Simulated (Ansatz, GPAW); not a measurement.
# Sn3Se and the functional, program beside program

It takes space group Fm-3m (No. 225, cubic). Conventional cell: a = 7.466 Å, b = 7.466 Å, c = 7.466 Å, α = 90.00°, β = 90.00°, γ = 90.00°. Sn (site symmetry m-3m) is surrounded by 8 Sn at 3.23 Å. Sn (site symmetry -43m) has 4 Sn at 3.23 Å and 4 Se at 3.23 Å as nearest neighbours. Se (site symmetry m-3m) has 8 Sn at 3.23 Å as nearest neighbours.

The cell comes from a database or a generator and needn't be the stable form of this composition.

Kept alike: task band structure; k mesh 6 × 6 × 6; occupations fermi-dirac, width 0.05 eV; no spin polarisation. The mesh is that of the run's cell of 4 atoms. No spin-orbit coupling.

- A: Ansatz, Ansatz PAW, made for PBE, cutoff 420 to 500 eV
- B: GPAW; the program's PAW data sets (release 1.2.1) made for this functional (LDA); GPAW PAW data sets (gpaw-data 1.2.1) (PBE, r2SCAN); PAW data sets generated for this functional (PBEsol), cutoff 600 eV

| functional | A: pressure (GPa) | B: pressure (GPa) |
| --- | --- | --- |
| LDA | -4.46 | -4.66 |
| PBE | -0.20 | -0.43 |
| PBEsol | -3.19 | -3.40 |
| r2SCAN | -1.32 | -1.43 |

Pressure is positive in compression; plane-wave values hold the error of the finite cutoff, which Ansatz corrects. Values on potentials made for another functional: some of A; some of B. For a metal such a mesh leaves the last digits unconverged.

Q: How large is the effect of the functional, and do the programs agree on it?

A: From LDA to PBE the pressure moves by +4.26 in A, +4.23 in B (GPa). Row by row the programs differ by 0.11 to 0.23, and over this span the shifts, as printed, agree within about 1 %. Shifts from LDA: PBE +4.26, +4.23; PBEsol +1.27, +1.26; r2SCAN +3.14, +3.23; the programs' shifts differ by up to 0.09.

All four functionals put this cell under tension in both programs, so each would prefer a smaller volume. The pull is strongest with LDA and almost vanishes with PBE, which suggests that the cell was originally relaxed with PBE or a similar functional. LDA typically overbinds. Gradient corrections favour inhomogeneous densities and so weaken cohesion, expanding the lattice. PBEsol softens that correction to suit densely packed solids and therefore stays closer to LDA, while r2SCAN falls between PBEsol and PBE.

The choice of functional matters far more than the choice of program. B gives the more negative pressure in every row, but much of this offset cancels in the shifts from LDA, as expected if it comes largely from the data sets or the basis rather than from exchange and correlation. The near-zero PBE pressure shows consistency with that functional's own equilibrium volume, not that PBE is the most accurate here. Turning the pressures into differences in lattice constant would also require the compressibility.
